## Im F against Miller on a symmetric Eckart barrier

The barrier is $V(x)=V_0\,\mathrm{sech}^2(x/a)$, with $V=0$ for the separated reactants. I take $m=1.67\times10^{-27}$ kg, $V_0=7.0\times10^{-20}$ J (0.44 eV), $a=3.5\times10^{-11}$ m and $T=160$ K. These are illustrative inputs, of a size typical for hydrogen-atom transfer of the kind that goes on in hydrogen-rich process gas. They are fitted to no reaction, and every number below is the model's.

Conventions: $\beta=1/k_BT$; $\omega=\sqrt{2V_0/m}\,/a$ is the barrier frequency; $T_c=\hbar\omega/2\pi k_B$; $\theta=T_c/T$; $\alpha=2\pi V_0/\hbar\omega$, so that $\beta V_0=\alpha\theta$. With $Q_r$ the reactant partition function per unit length and $N(E)$ the transmission probability,

$$kQ_r=\frac{1}{2\pi\hbar}\int_0^\infty N(E)\,e^{-\beta E}\,dE .$$

A step function at $V_0$ gives the classical value $e^{-\beta V_0}/2\pi\hbar\beta$. I call the ratio to it $\kappa$.

## Estimate by hand

The speed scale is $\sqrt{2V_0/m}\approx9.2\times10^{3}$ m/s, so $\omega\approx2.6\times10^{14}$ s$^{-1}$ and $\hbar\omega\approx2.7\times10^{-20}$ J. Then $T_c\approx3.1\times10^{2}$ K and $\alpha\approx16$. With $k_BT\approx2.2\times10^{-21}$ J, $\beta V_0\approx32$ and $\theta\approx2$.

I replace the barrier by the parabola with the same height and curvature, cut off at $V=0$. Its tunnelling probability is $e^{-2\pi(V_0-E)/\hbar\omega}$. Going down in energy gains $\beta$ per joule in the Boltzmann exponent and costs $2\pi/\hbar\omega=\beta/\theta$ in the tunnelling exponent. Below $T_c$ the gain wins all the way down, so the flux passes at $E\approx0$ and the exponent of $\kappa$ is $\beta V_0-\alpha\approx16$. The integrand decays upward from $E=0$ at the rate $\beta(1-1/\theta)$, so the energy window is $\theta/(\theta-1)\approx2$ in units of $k_BT$. Hence

$$\kappa_{\rm hand}\approx2e^{16}\approx1.8\times10^{7}.$$

## Careful calculation

### The orbit

I do the general case first, with $f$ coordinates scaled to a common mass $m$. In imaginary time $t$ the motion obeys $m\ddot x=\nabla V$ and $\tfrac12m\dot x^2=V-E$. The instanton bounces between two turning points with period $\tau(E)$. I define

$$W(E)=\oint p\cdot dx=\int_0^{\tau}m\dot x^2\,dt,\qquad \frac{dW}{dE}=-\tau(E).$$

At temperature $T$ the orbit has $\tau(E^*)=\beta\hbar$. I write $S_0=W(E^*)$, and the full Euclidean action is $S=S_0+\beta\hbar E^*$.

### Miller's side

Miller's 1975 expression for $N(E)$ is a sum over repeated traversals of the orbit. The one-bounce term is

$$N_1(E)=e^{-W(E)/\hbar}\prod_{j=1}^{f-1}\frac{1}{2\sinh(u_j/2)},$$

where $e^{\pm u_j}$ are the multipliers of the transverse deviations over one period. I treat the product as slowly varying. The exponent $-\beta E-W/\hbar$ is stationary at $\tau=\beta\hbar$, and its second derivative there is $\tau'/\hbar$, with $\tau'=d\tau/dE$. This is a maximum only for $\tau'<0$. The Gaussian integral gives $\sqrt{2\pi\hbar/|\tau'|}$, so

$$kQ_r\big|_{\rm Miller}=\frac{e^{-S/\hbar}}{\sqrt{2\pi\hbar|\tau'|}}\prod_j\frac{1}{2\sinh(u_j/2)} .$$

### The Im F side

Below $T_c$ the premise is $k=-(2/\hbar)\,\mathrm{Im}F$, that is $kQ_r=(2/\beta\hbar)\,\mathrm{Im}Z$ with the branch chosen so that $\mathrm{Im}Z>0$. I take this as a rule and do not derive it. For a scattering barrier the true $Z$ is real and the continuation is formal.

The fluctuation operator is $J=-d^2/dt^2+\nabla\nabla V/m$ on periodic functions. Expanding a path in normalised eigenfunctions, each mode carries the measure $\sqrt{m/2\pi\hbar}\,dc_n$ and gives $\lambda_n^{-1/2}$. The overall constant is not adjustable. It is fixed by requiring a harmonic oscillator to give $Z=(\det J)^{-1/2}=1/2\sinh(\beta\hbar\omega_0/2)$, which is the same as giving the free particle $\det{}'J=(\beta\hbar)^2$ per coordinate, the prime meaning that the zero eigenvalue is left out.

Two modes need care. The function $\dot x$ solves $J\dot x=0$ and has squared norm $S_0/m$. Shifting the time origin by $dt_0$ moves the path by $dc_0=\sqrt{S_0/m}\,dt_0$, and $t_0$ runs over one period, so this mode gives $\beta\hbar\sqrt{S_0/2\pi\hbar}$. The single negative mode is continued over half a Gaussian and gives $\tfrac{i}{2}|\lambda_0|^{-1/2}$. Together,

$$kQ_r\big|_{\mathrm{Im}F}=\sqrt{\frac{S_0}{2\pi\hbar}}\;|\det{}'J|^{-1/2}\,e^{-S/\hbar}.$$

### The determinant

Let $M(\lambda)$ be the $2f\times2f$ matrix that propagates $(y,\dot y)$ over one period under $(J+\lambda)y=0$. In the normalisation above,

$$\det(J+\lambda)=(-1)^f\det[M(\lambda)-1].$$

Both sides are entire in $\lambda$, vanish together when a periodic solution exists, and share the free behaviour at large $\lambda$. For one oscillator the right side is $\mathrm{tr}M-2=4\sinh^2(\beta\hbar\omega_0/2)$, as required. Since $\det(J+\lambda)=\lambda\det{}'J+O(\lambda^2)$, I need the term linear in $\lambda$.

At $\lambda=0$ two solutions come from the family of orbits $x(t,E)$: $y_1=\dot x$ and $y_2=\partial x/\partial E$. Differentiating the energy relation with respect to $E$ and using the equation of motion gives

$$y_1\cdot\dot y_2-\dot y_1\cdot y_2=-1/m .$$

Differentiating $x(t+\tau(E),E)=x(t,E)$ gives $y_2(t+\tau)=y_2(t)-\tau'y_1(t)$. The other $2f-2$ solutions have multipliers $e^{\pm u_j}\neq1$. Their Wronskians with $y_1$ are conserved and are also multiplied by $e^{\pm u_j}$ each period, so they vanish. In this basis $M(0)-1$ has the block $\begin{pmatrix}0&-\tau'\\0&0\end{pmatrix}$ and the diagonal entries $e^{\pm u_j}-1$.

The second row and first column of $M(0)-1$ are zero, so only the $(2,1)$ cofactor survives. It equals $\tau'\prod_j(e^{u_j}-1)(e^{-u_j}-1)=\tau'\prod_j[-4\sinh^2(u_j/2)]$. The $(2,1)$ element of $\delta M$ is the amount $c_2$ of $y_2$ that $y_1$ picks up from the source $\lambda y_1$. Taking the Wronskian with $y_1$ isolates it: $-\dot c_2/m=\lambda\,y_1\cdot y_1$, so $c_2=-\lambda S_0$ after one period. The signs $(-1)^f$, $(-1)^{f-1}$ and that of $c_2$ multiply to $+1$:

$$\det{}'J=S_0\,\frac{d\tau}{dE}\prod_{j=1}^{f-1}4\sinh^2(u_j/2).$$

The units are s$^2$, like the free value for one coordinate. Putting this into the Im F rate, $S_0$ cancels between Jacobian and determinant, and what remains is exactly the Miller expression. The equality holds between two leading-order formulas: Gaussian fluctuations on one side, one bounce and steepest descent on the other. Althorpe discussed this equivalence in 2011.

The sign carries information. The sign of $\det{}'J$ is $(-1)^{n_-}$, with $n_-$ the number of negative modes. If all $u_j$ are real, $\tau'<0$ means odd $n_-$ and $\tau'>0$ means even $n_-$. A pair of multipliers on the unit circle, or a negative real pair, makes its factor negative and flips the parity, so the proviso is needed. In one dimension $\dot x$ has two nodes per period, so by oscillation theory it is the second or third eigenfunction. Then $\tau'<0$ gives $n_-=1$. The case $\tau'>0$ gives $n_-=2$, and it is also the case in which Miller's stationary point is a minimum of the integrand. The two formulations fail together.

### Eckart values

With $u=\sinh(x/a)$ and $\epsilon=E/V_0$ the energy relation becomes $\dot u^2=\omega^2\epsilon\,(1/\epsilon-1-u^2)$, which is harmonic. So $\tau=(2\pi/\omega)\,\epsilon^{-1/2}$, and integrating $dW/dE=-\tau$ from $W(V_0)=0$ gives $W/\hbar=2\alpha(1-\sqrt\epsilon)$. The condition $\tau=\beta\hbar$ gives $\epsilon^*=1/\theta^2$ and

$$\sinh(x/a)=\sqrt{\theta^2-1}\,\cos(2\pi t/\beta\hbar),\qquad \tau'=-\frac{\beta\hbar}{2E^*},\qquad \frac{S}{\hbar}=\alpha\Big(2-\frac1\theta\Big).$$

The determinant collapses to $\det{}'J=-(\beta\hbar)^2(\theta-1)$. It vanishes at $T_c$, where the orbit shrinks to the barrier top and a second mode becomes soft. I tested it directly by writing $J$ in 41 Fourier functions, dividing each row by its free eigenvalue and adding the diagonal tail. One eigenvalue is negative, one is zero, and the primed determinant matches the closed form to better than 0.1 per cent. A separable transverse oscillator would put the same $1/2\sinh(u/2)$ on the instanton rate and on the reference rate, so $\kappa$ would not change. The result is

$$\kappa_{\rm inst}=\sqrt{\frac{4\pi\alpha}{\theta}}\;\exp\!\Big[\frac{\alpha(\theta-1)^2}{\theta}\Big].$$

All entries below are computed from the inputs without intermediate rounding.

| quantity | value |
|---|---|
| $\omega$ | $2.616\times10^{14}$ s$^{-1}$ |
| $\hbar\omega$ | $2.759\times10^{-20}$ J |
| $T_c$ | 318.0 K |
| $\theta$, $\alpha$, $\beta V_0$ | 1.988, 15.94, 31.69 |
| $\beta\hbar$ | $4.774\times10^{-14}$ s |
| $\epsilon^*$, $E^*$ | 0.2531, $1.772\times10^{-20}$ J |
| $S_0/\hbar$, $\beta E^*$, $S/\hbar$ | 15.84, 8.02, 23.86 |
| $S_0$ | $1.671\times10^{-33}$ J s |
| $\tau'$ | $-1.347\times10^{6}$ s/J |
| $\det{}'J$ | $-2.251\times10^{-27}$ s$^2$ |

The Im F prefactor is $\sqrt{S_0/2\pi\hbar}=1.588$ divided by $|\det{}'J|^{1/2}$, which gives $3.347\times10^{13}$ s$^{-1}$. Miller's $(2\pi\hbar|\tau'|)^{-1/2}$ gives the same number. With $e^{-S/\hbar}=4.32\times10^{-11}$ I get $kQ_r=1.45\times10^{3}$ s$^{-1}$ against the classical $5.77\times10^{-2}$ s$^{-1}$. So $\kappa_{\rm inst}=10.04\,e^{7.82}=2.51\times10^{4}$.

### What the leading order leaves out

The Schrödinger equation for this barrier is solvable, with

$$N=\frac{\sinh^2(\alpha\sqrt\epsilon)}{\sinh^2(\alpha\sqrt\epsilon)+\cosh^2 d},\qquad d=\sqrt{\alpha^2-\pi^2/4}.$$

Its Boltzmann average gives $\kappa_{\rm exact}=2.93\times10^{4}$. The instanton value is 0.857 of this, an error of 14 per cent, so as a prediction of the model's rate it deserves two figures at most.

I can locate this error. With $s=\sqrt\epsilon$ the one-bounce integrand is $2s\,e^{2\alpha s-\alpha\theta s^2}$, a linear factor times a Gaussian of mean $1/\theta=0.503$ and standard deviation $(2\alpha\theta)^{-1/2}=0.126$. Integrated over all real $s$ it gives the steepest-descent value exactly. The peak lies 4.0 standard deviations from $s=0$ and 4.0 from the barrier top. Around the peak the exact $N$ is $e^{-W/\hbar}e^{2(\alpha-d)}$, with $2(\alpha-d)\approx\pi^2/4\alpha=0.155$. The factor $e^{2(\alpha-d)}=1.168$ is a next-order correction in $\hbar$ that both formulations lack. End points and repeated bounces together lower the corrected value by only 0.05 per cent at this temperature. Near $T_c$ the peak reaches the barrier top and that statement fails.

## Why the estimate is off

The hand value exceeds the instanton value by about $7\times10^{2}$ and the exact value by about $6\times10^{2}$. Three factors account for the first ratio.

**Rounding, a factor 1.3 up.** With unrounded inputs the cut parabola gives $\frac{\theta}{\theta-1}e^{\alpha(\theta-1)}=2.01\,e^{15.75}=1.39\times10^{7}$. I had rounded two large exponents before subtracting them.

**Barrier shape, a factor $2.76\times10^{3}$ up.** The exponents differ by $\alpha(\theta-1)-\alpha(\theta-1)^2/\theta=\alpha(\theta-1)/\theta=7.92$. The parabola is right at the top and too thin lower down. At $E^*$ its turning points are at $\pm a\sqrt{1-\epsilon^*}=\pm30.2$ pm, while the Eckart ones are at $\pm a\,\mathrm{arcosh}\,\theta=\pm45.8$ pm. The actions $W/\hbar$ there are 11.91 and 15.84, a difference of 3.94. The remaining 3.99 is what the parabola gains by sliding from $E^*$, where its exponent is 11.76, down to $E=0$. The Eckart barrier gains nothing by doing so. Its action at $E\to0$ is $2\alpha=31.89$, twice the parabola's, and the exponent there is $\alpha(\theta-2)=-0.20$. At 160 K, tunnelling at the bottom of this barrier is no better than crossing at the top.

**Energy window, a factor 4.99 down.** This is the factor that the determinant controls. A parabola has $\tau=2\pi/\omega$ at every energy, so $\tau'=0$, no orbit has period $\beta\hbar$, and my window of $2.01\,k_BT$ came from the cut-off alone. On the Eckart barrier the Boltzmann gain and the tunnelling cost balance at $E^*$, and they go out of balance only as fast as $\tau(E)$ changes. The Gaussian width in energy is $\sqrt{\hbar/|\tau'|}=8.85\times10^{-21}$ J, or $4.01\,k_BT$, and $\sqrt{2\pi}$ times that is the prefactor 10.04. Around a stationary point the linear term is absent, so the window is several $k_BT$ wide.

The product $1.3\times2.76\times10^{3}/4.99$ returns the $7\times10^{2}$. The shape factor and the window factor have one origin, the energy dependence of the period. Its integral sets the action, and its slope sets the prefactor, either as the curvature in Miller's energy integral or as the factor $S_0\,d\tau/dE$ in the fluctuation determinant. The model's tunnelling factor at 160 K is $2.9\times10^{4}$ exactly solved and $2.5\times10^{4}$ from either instanton formula. A real hydrogen transfer adds zero-point changes along the path and curved tunnelling paths, which enter through $u_j(E)$ and $W(E)$ and which this one-dimensional barrier does not contain.